\section*{Kink density after a ramp of the transverse Ising chain, from Landau--Zener modes}

A chain of spins driven from its paramagnetic into its ferromagnetic phase in a finite time does not end in a single domain. It ends with domain walls, called kinks, much as a melt that is cooled quickly ends with grain boundaries. For the transverse Ising ring the kink density can be computed, because the many-spin problem splits exactly into independent two-level problems, each of them a Landau--Zener sweep. The result, due to Dziarmaga (2005), serves as a yardstick for qubit processors.

\subsection*{1. Premises}

An even number $N$ of spins (qubits) sit on a ring, $\sigma_{N+1}=\sigma_1$, with Pauli matrices of eigenvalues $\pm1$:
\begin{equation}
H(t)=-J\sum_{n=1}^{N}\left[g(t)\,\sigma^x_n+\sigma^z_n\sigma^z_{n+1}\right],\qquad g(t)=-\frac{t}{\tau_Q},\quad -\infty<t\le 0 .
\label{H}
\end{equation}
Here $J>0$ is uniform, the evolution is unitary, and the initial state is the ground state at $g\to\infty$, with all spins along $+x$. The wave number $k$ is in radians per site. The only dimensionless rate is $\tau=J\tau_Q/\hbar=2\pi(J/h)\tau_Q$, with $J/h$ in MHz and $\tau_Q$ in $\mu$s. The kink number and density are
\begin{equation}
K=\tfrac12\sum_n\left(1-\sigma^z_n\sigma^z_{n+1}\right),\qquad n_{\rm k}=\langle K\rangle/N ,
\end{equation}
read out at $t=0$ in the $z$ basis.

\subsection*{2. From spins to fermions}

The Jordan--Wigner transformation introduces fermion operators $c_n$ through
\begin{equation}
\sigma^x_n=1-2c_n^\dagger c_n,\qquad \sigma^z_n=-(c_n+c_n^\dagger)\prod_{m<n}(1-2c_m^\dagger c_m).
\end{equation}
A fermion is a spin flipped to $-x$, so the initial state is the vacuum. In $\sigma^z_n\sigma^z_{n+1}$ the two strings cancel except for the factor on site $n$. Since $c(1-2c^\dagger c)=-c$ and $c^\dagger(1-2c^\dagger c)=c^\dagger$,
\begin{equation}
\sigma^z_n\sigma^z_{n+1}=(c_n^\dagger-c_n)(c_{n+1}+c_{n+1}^\dagger)=c_n^\dagger c_{n+1}+c_{n+1}^\dagger c_n+c_n^\dagger c_{n+1}^\dagger+c_{n+1}c_n .
\end{equation}
For the bond that closes the ring, the string of site $N$ equals $P(1-2c_N^\dagger c_N)$ with the parity $P=\prod_n\sigma^x_n$. Moving $P$ to the left past one fermion operator costs a sign, so $\sigma^z_N\sigma^z_1=-P(c_N^\dagger-c_N)(c_1+c_1^\dagger)$. The parity commutes with $H(t)$ and equals $+1$ initially, hence always. The closing bond then has the form of all others if $c_{N+1}=-c_1$. This antiperiodic condition fixes the wave numbers:
\begin{equation}
c_n=\frac{e^{-i\pi/4}}{\sqrt N}\sum_k c_k e^{ikn},\qquad k=\pm\frac{\pi}{N},\pm\frac{3\pi}{N},\dots,\pm\frac{(N-1)\pi}{N}.
\end{equation}
The phase $e^{-i\pi/4}$ makes the coefficients real. The hopping terms give $\sum_k 2\cos k\,c_k^\dagger c_k$. The pair term gives $\sum_n c_{n+1}c_n=-i\sum_k e^{ik}c_kc_{-k}=2\sum_{k>0}\sin k\,c_kc_{-k}$, where $c_{-k}c_k=-c_kc_{-k}$ was used. There are $N/2$ positive $k$, and $\sum_{k>0}\cos k=0$ because the set is symmetric under $k\to\pi-k$. Therefore
\begin{equation}
H=\sum_{k>0}\Big[2J(g-\cos k)\big(c_k^\dagger c_k+c_{-k}^\dagger c_{-k}-1\big)+2J\sin k\,\big(c_k^\dagger c_{-k}^\dagger+c_{-k}c_k\big)\Big].
\end{equation}

\subsection*{3. One two-level system per pair}

Terms with different $k>0$ commute, and each one creates or removes the pair $(k,-k)$ as a whole. From the vacuum the state stays a product, $\prod_{k>0}(v_k+u_k c_k^\dagger c_{-k}^\dagger)|0\rangle$. On the column $(u_k,v_k)$, with Pauli matrices $\boldsymbol\varsigma$,
\begin{equation}
H_k=2J\left[(g-\cos k)\,\varsigma^z+\sin k\,\varsigma^x\right],\qquad \pm\epsilon_k=\pm2J\sqrt{(g-\cos k)^2+\sin^2k}.
\label{Hk}
\end{equation}
The gap of the pair is $2\epsilon_k$. It is smallest, $4J\sin k$, at $g=\cos k$, and it closes for $k\to0$ at the critical point $g=1$. At $g=0$ the Hamiltonian is $-J(N-2K)$, and comparison with \eqref{Hk} gives $K=\sum_{k>0}(1+\sin k\,\varsigma^x-\cos k\,\varsigma^z)$. Each term has eigenvalue 0 in the lower state and 2 in the upper state. With $p_k$ the probability of the upper state at $t=0$, and $p_{-k}=p_k$,
\begin{equation}
n_{\rm k}=\frac1N\sum_{\text{all }k}p_k,\qquad P_{\rm GS}=\prod_{k>0}(1-p_k).
\label{nP}
\end{equation}
$P_{\rm GS}$ is the probability of the even-parity ground state, which at $g=0$ is the equal superposition of all spins up and all spins down, and thus the probability of reading zero kinks. No approximation has been made so far.

\subsection*{4. The Landau--Zener sweep solved}

Consider $H_k=-\beta t'\varsigma^z+\Delta\varsigma^x$. For \eqref{Hk}, $t'=t+\tau_Q\cos k$, $\beta=2J/\tau_Q$ and $\Delta=2J\sin k$. With $s=t'\sqrt{\beta/\hbar}$ and $\gamma^2=\Delta^2/\hbar\beta\equiv2\delta$, and a prime for $d/ds$,
\begin{equation}
iu'=-su+\gamma v,\qquad iv'=\gamma u+sv .
\end{equation}
Put $v=e^{-is^2/2}w$ and $u=e^{-is^2/2}y$. Then $iw'=\gamma y$ and $iy'=-2sy+\gamma w$, and eliminating $y$ gives
\begin{equation}
w''-2isw'+2\delta w=0 .
\end{equation}
Try $w=\int f(x)e^{isx}dx$. The middle term is $2sxf e^{isx}$, and integration by parts turns it into $2i(xf)_x e^{isx}$. The equation holds if $2i(xf)_x=(x^2-2\delta)f$, which integrates to
\begin{equation}
w(s)=\int_0^\infty x^{i\delta-1}e^{-ix^2/4+isx}\,dx,\qquad y=\frac{i}{\gamma}w' .
\label{w}
\end{equation}
The boundary terms vanish if the path leaves along $\arg x=-\pi/4$, where $e^{-ix^2/4}$ decays, and if ${\rm Re}(i\delta)>0$. One integration by parts continues the integral analytically to real $\delta\neq0$, and the differential equation continues with it.

For large $|s|$ two regions contribute. The end point $x=0$ gives $\Gamma(i\delta)(-is)^{-i\delta}$ to $w$, whose modulus is $|\Gamma(i\delta)|e^{\delta\arg(-is)}$ with $\arg(-is)=+\pi/2$ for $s<0$ and $-\pi/2$ for $s>0$. Its contribution to $y$ falls as $1/|s|$. The stationary point $x=2s$ lies on the path only for $s>0$; it gives a term of modulus $\sqrt{4\pi}/2s$ to $w$, which dies out, and $\sqrt{4\pi}/\gamma$ to $y$, which stays. So $y\to0$ for $s\to-\infty$, and \eqref{w} is the solution that starts in the vacuum. For $s\to+\infty$ the vacuum is the upper level, and
\begin{equation}
p=\frac{|w(+\infty)|^2}{|w(-\infty)|^2}=e^{-2\pi\delta}=\exp\!\left(-\frac{\pi\Delta^2}{\hbar\beta}\right).
\label{LZ}
\end{equation}
The norm confirms it: $|\Gamma(i\delta)|^2=\pi/(\delta\sinh\pi\delta)$ gives $|y(\infty)|^2/|w(-\infty)|^2=2e^{-\pi\delta}\sinh\pi\delta=1-p$. This is the formula of Landau and Zener (1932).

\subsection*{5. Kink density}

For \eqref{Hk}, $\gamma^2=2\tau\sin^2k$. The ramp stops at $s_f=\sqrt{2\tau}\cos k$. Modes with $k>\pi/2$ have $s_f<0$; they never reach their anticrossing, and \eqref{LZ} must not be applied to them. Modes with small $k$ are far past it when $\tau\gg1$, and only $k\lesssim\tau^{-1/2}$ gives a sizeable $p_k$. There $\sin k\simeq k$:
\begin{equation}
p_k\simeq\exp(-\alpha k^2),\qquad \alpha=2\pi J\tau_Q/\hbar .
\label{pk}
\end{equation}
For $N\to\infty$ the sum in \eqref{nP} becomes $\int dk/2\pi$, the limits can go to infinity, and the Gaussian integral is $\sqrt{\pi/\alpha}$:
\begin{equation}
n_{\rm k}=\frac{1}{2\pi}\sqrt{\frac{\pi}{\alpha}}=\frac{1}{2\pi\sqrt{2J\tau_Q/\hbar}} .
\label{n}
\end{equation}
The power $-1/2$ is the Kibble--Zurek exponent of this transition, and the prefactor is the exact coefficient of the leading term for $\tau\to\infty$. Since the pairs are independent and carry two kinks each, the variance of $K$ is $\sum_{k>0}4p_k(1-p_k)$. The integral of $p_k^2$ is $1/\sqrt2$ times that of $p_k$, so the variance is $2-\sqrt2=0.586$ times the mean.

For finite $N$, Poisson summation over the antiperiodic wave numbers multiplies \eqref{n} by $1+2\sum_{m\ge1}(-1)^m e^{-m^2N^2/4\alpha}$, so \eqref{n} needs $N^2\gg4\alpha$. In the opposite regime the lowest pair $k=\pi/N$ dominates, because the next one has $p_{3\pi/N}=p_{\pi/N}^9$:
\begin{equation}
P_{\rm GS}\simeq1-\exp\!\left(-\frac{2\pi^3J\tau_Q}{\hbar N^2}\right).
\label{P}
\end{equation}
Preparing the ground state thus takes a time that grows as $N^2$.

\subsection*{6. Size of the neglected terms}

\emph{Band curvature.} With $\sin^2k=k^2-k^4/3+\dots$ and the Gaussian average $\langle k^4\rangle=3/4\alpha^2$, the density gains the factor $1+\alpha\langle k^4\rangle/3=1+1/(8\pi\tau)$.

\emph{Abrupt stop.} Write $H_k=\epsilon_k(\cos\theta\,\varsigma^z+\sin\theta\,\varsigma^x)$. The instantaneous eigenstates are coupled by $\hbar\dot\theta/2$ across the gap $2\epsilon_k$, so a state that follows the lower level carries an admixture $\eta=\hbar|\dot\theta|/4\epsilon_k$ of the upper one. From $\tan\theta=\sin k/(g-\cos k)$, at $g=0$ one has $\dot\theta=\sin k/\tau_Q$ and $\epsilon_k=2J$, so $\eta_k=\sin k/8\tau$. The stop freezes this amplitude on top of the Landau--Zener amplitude. Its square, averaged over $k$, adds $1/(128\tau^2)$ to $n_{\rm k}$. The cross term is at most $2\eta_k\sqrt{p_k(1-p_k)}$; with $q=\alpha k^2$ and $\int_0^\infty\sqrt{e^{-q}(1-e^{-q})}\,dq=\pi/2$, it changes $n_{\rm k}$ by at most $1/(32\pi\tau^2)$ to this order. At $\tau=2$, where \eqref{n} gives $0.080$, the curvature factor is $1.020$, the squared term is $0.0020$ and the bound is $0.0025$, a few per cent each. On a finite ring the squared terms lower $P_{\rm GS}$ by $\sum_{k>0}\eta_k^2=N/(256\tau^2)$, a power-law floor that overtakes the exponential in \eqref{P} for very slow ramps.

\subsection*{7. A ramp that a processor can run}

A circuit cannot start at $t=-\infty$, but it prepares the $+x$ product state with one layer of single-qubit gates. A schedule of finite length $T=4\tau_Q$ that starts at $g=\infty$ uses the field $h_x=J(1-t/2\tau_Q)$ and the coupling $J_z=J(1+t/2\tau_Q)$ for $|t|\le2\tau_Q$. The ratio $g=h_x/J_z$ passes 1 at $t=0$ with slope $-1/\tau_Q$, as in \eqref{H}. Now $H_k=2h_x\varsigma^z+2J_z(\sin k\,\varsigma^x-\cos k\,\varsigma^z)=(\mathbf A+\mathbf Bt)\cdot\boldsymbol\varsigma$, with $(x,z)$ components
\begin{equation}
\mathbf A=2J(\sin k,\,1-\cos k),\qquad \mathbf B=\frac{J}{\tau_Q}(\sin k,\,-1-\cos k),\qquad \mathbf A\cdot\mathbf B=0 .
\end{equation}
A fixed rotation brings this to the form of Section 4 with $\Delta=|\mathbf A|=4J\sin(k/2)$ and $\beta=|\mathbf B|=2J\cos(k/2)/\tau_Q$:
\begin{equation}
p_k=\exp\!\left[-8\pi\tau\,\frac{\sin^2(k/2)}{\cos(k/2)}\right]=\exp\!\left[-\alpha k^2\left(1+\frac{k^2}{24}+\dots\right)\right].
\label{psym}
\end{equation}
Equations \eqref{pk} to \eqref{P} carry over, with the curvature factor $1-1/(32\alpha)$. At both ends $\epsilon_k=4J$ and $\dot\theta=|\mathbf A||\mathbf B|/\epsilon_k^2=\sin k/4\tau_Q$, so $\eta_k=\sin k/64\tau$. The two cross terms together are bounded by $1/(128\pi\tau^2)$, and the squared terms, with amplitudes adding to at most $2\eta_k$, by $1/(2048\tau^2)$.

\emph{Trotter steps.} Cut $T$ into $M$ steps $\delta t=T/M$ and define, at the midpoint of each step, the angles $\phi_x=2h_x\delta t/\hbar$ and $\phi_z=2J_z\delta t/\hbar$. A symmetric step is a layer $R_x(-\phi_x/2)$, a layer $R_{zz}(-\phi_z)$ on all bonds and a layer $R_x(-\phi_x/2)$, with $R_x(\vartheta)=e^{-i\vartheta\sigma^x/2}$ and $R_{zz}(\vartheta)=e^{-i\vartheta\sigma^z\sigma^z/2}$; adjacent $R_x$ layers merge. The sum $\phi_x+\phi_z=2\phi$ is constant, with $\phi=2J\delta t/\hbar$ and $\tau=M\phi/8$, and $D=\phi_x-\phi_z$ falls from $2\phi$ to $-2\phi$ by $4\phi/M$ per step. Every layer is generated by an operator quadratic in the fermions, so the pairs stay independent. Multiplying the three $2\times2$ matrices, with $e^{-ia\varsigma^z}\varsigma^xe^{-ia\varsigma^z}=\varsigma^x$, gives
\begin{align}
U_k&=\cos\Omega-i\left[\sin\phi_z\sin k\,\varsigma^x+(\cos\phi_z\sin\phi_x-\sin\phi_z\cos\phi_x\cos k)\,\varsigma^z\right],\nonumber\\
\cos\Omega&=\cos\phi_z\cos\phi_x+\sin\phi_z\sin\phi_x\cos k ,
\end{align}
with eigenvalues $e^{\mp i\Omega}$. Product-to-sum identities turn the second line into
\begin{equation}
\sin^2\frac{\Omega}{2}=\cos^2\frac k2\,\sin^2\frac D2+\sin^2\frac k2\,\sin^2\phi .
\label{Om}
\end{equation}
Three facts follow. The critical point stays at $D=0$. Also $\Omega\le2\phi$, so the two eigenvalues meet nowhere else if $2\phi<\pi$, and away from $D=0$ a slow ramp follows the eigenstates of $U_k$. These reduce to the vacuum for $\phi_z=0$ and to the kink eigenstates for $\phi_x=0$. Near the crossing, $U_k\simeq1-i(D\varsigma^z+k\sin\phi\,\varsigma^x)$ up to a shift of $D$ of order $k^2$, which only moves the crossing. Each step is a small rotation there, and the step number acts as a continuous time. Equation \eqref{LZ} with sweep rate $4\phi/M$ and coupling $k\sin\phi$ gives \eqref{pk} with
\begin{equation}
\alpha_M=\frac{\pi M\sin^2\phi}{4\phi}=2\pi\tau\left(\frac{\sin\phi}{\phi}\right)^2,\qquad n_{\rm k}=\frac{1}{\pi\sin\phi}\sqrt{\frac{\phi}{M}} .
\label{dig}
\end{equation}
Trotterisation leaves the exponent $-1/2$ alone and raises the density by $\phi/\sin\phi$. The next order in $k$ can be estimated with the Dykhne formula, taken here as a premise, in which $\ln p$ is $-2$ times the imaginary part of the gap integrated up to its complex zero. With the gap $2\Omega$ per step and $D=iy$, it reads $\ln p_k=-(M/\phi)\int_0^{y_c}\Omega\,dy$, where $\Omega(iy_c)=0$. Put $a=\sin(k/2)\sin\phi$, $b=\cos(k/2)$ and $\xi=b\sinh(y/2)$ in \eqref{Om}. The integral becomes $4\int_0^a\arcsin\sqrt{a^2-\xi^2}\,(b^2+\xi^2)^{-1/2}d\xi$. The leading term is $\pi a^2/b$, and the first corrections from the arcsine and from the root are $+\pi a^4/8$ and $-\pi a^4/8$, which cancel. By this estimate \eqref{psym} holds with $\tau\to\tau\sin^2\phi/\phi^2$, and the curvature factor is $1-1/(32\alpha_M)$.

\subsection*{8. Range of validity}

The pair decomposition \eqref{nP} and the solution \eqref{w} are exact for a uniform even ring with nearest-neighbour $zz$ coupling, no longitudinal field and unitary evolution. The closed forms need $J\tau_Q/\hbar\gg1$, with the corrections of Sections 6 and 7. Equation \eqref{n} needs $N^2\gg4\alpha$; equation \eqref{P} needs $p_{\pi/N}^9\ll1$ and a small abrupt-stop floor. The digital form \eqref{dig} needs $4\phi/M\ll1$ and $2\phi$ well below $\pi$. An open chain has other allowed modes, so \eqref{P} does not apply to it. Disorder in the gate angles mixes different $k$, residual $z$ rotations break the parity, stray $zz$ coupling beyond neighbours makes the fermions interact, and decoherence creates excitations; all of these lie outside the derivation.

\subsection*{9. Illustration on a transmon processor}

Take as typical inputs a native $R_{zz}$ gate of 60 ns and a single-qubit gate of 30 ns. A qubit joins one two-qubit gate at a time, so a step has two $R_{zz}$ layers (even and odd bonds) and one $R_x$ layer, and lasts $\delta t=150$ ns. Choose $M=40$ and $\phi=0.4$ rad; the gate angles stay below $0.8$ rad, and $4\phi/M=0.04$. Only $M$ and $\phi$ enter the physics. Counting $\delta t$ as clock time, the circuit lasts $6.0\ \mu$s and emulates $\tau_Q=1.5\ \mu$s and $J/h=\phi/4\pi\delta t=0.21$ MHz, that is $\tau=2.0$.

The continuous ramp gives $n_{\rm k}=0.080$. With $\phi/\sin\phi=1.027$ and $\alpha_M=11.9$, the digital ramp gives $n_{\rm k}=0.082$, or $8.2$ kinks with a standard deviation of $2.2$ on a ring of 100 qubits. The curvature correction is $0.0026$ in relative terms, and the two end-point bounds of the continuous schedule add up to $7\times10^{-4}$ in $n_{\rm k}$, about one per cent, so two figures are supported. On a ring of 12 qubits, $\alpha_M(\pi/12)^2=0.82$, $p_{\pi/12}=0.44$ and $p_{3\pi/12}=6\times10^{-4}$. Then $P_{\rm GS}=0.56$, against $0.58$ from \eqref{P} for the continuous ramp, and $n_{\rm k}=0.074$, below the long-ring value as the Poisson factor requires.

These are the numbers of the noiseless model, and gate noise rivals them. Take a typical probability $\varepsilon=3\times10^{-3}$ that a two-qubit gate applies one of the 15 non-trivial Pauli products, all equally likely. Relative to a given axis, 4 of them flip only the first spin, 4 only the second and 4 both. Early in the ramp each flipped spin is one excitation, on average $\kappa=16/15=1.07$ per fault; late in the ramp any flip inside a domain makes two kinks, so $\kappa=24/15=1.6$. If the excitations survive as kinks, one gate per bond and step adds about $\kappa\varepsilon M$, from $0.13$ to $0.19$ per bond; this linear estimate overshoots somewhat, since $n_{\rm k}$ saturates at $1/2$. The 12-qubit circuit has 480 such gates and runs without a fault with probability $0.24$. The sum $A/\sqrt M+\kappa\varepsilon M$, with $A=\sqrt\phi/(\pi\sin\phi)=0.517$, is smallest at $M=(A/2\kappa\varepsilon)^{2/3}$, between about 14 and 19 steps. The model's value $0.082$ therefore lies below what an unmitigated transmon device with such gates typically shows at 40 steps, by a factor of roughly two to three, and the $M^{-1/2}$ law is visible only at small depth or after noise mitigation.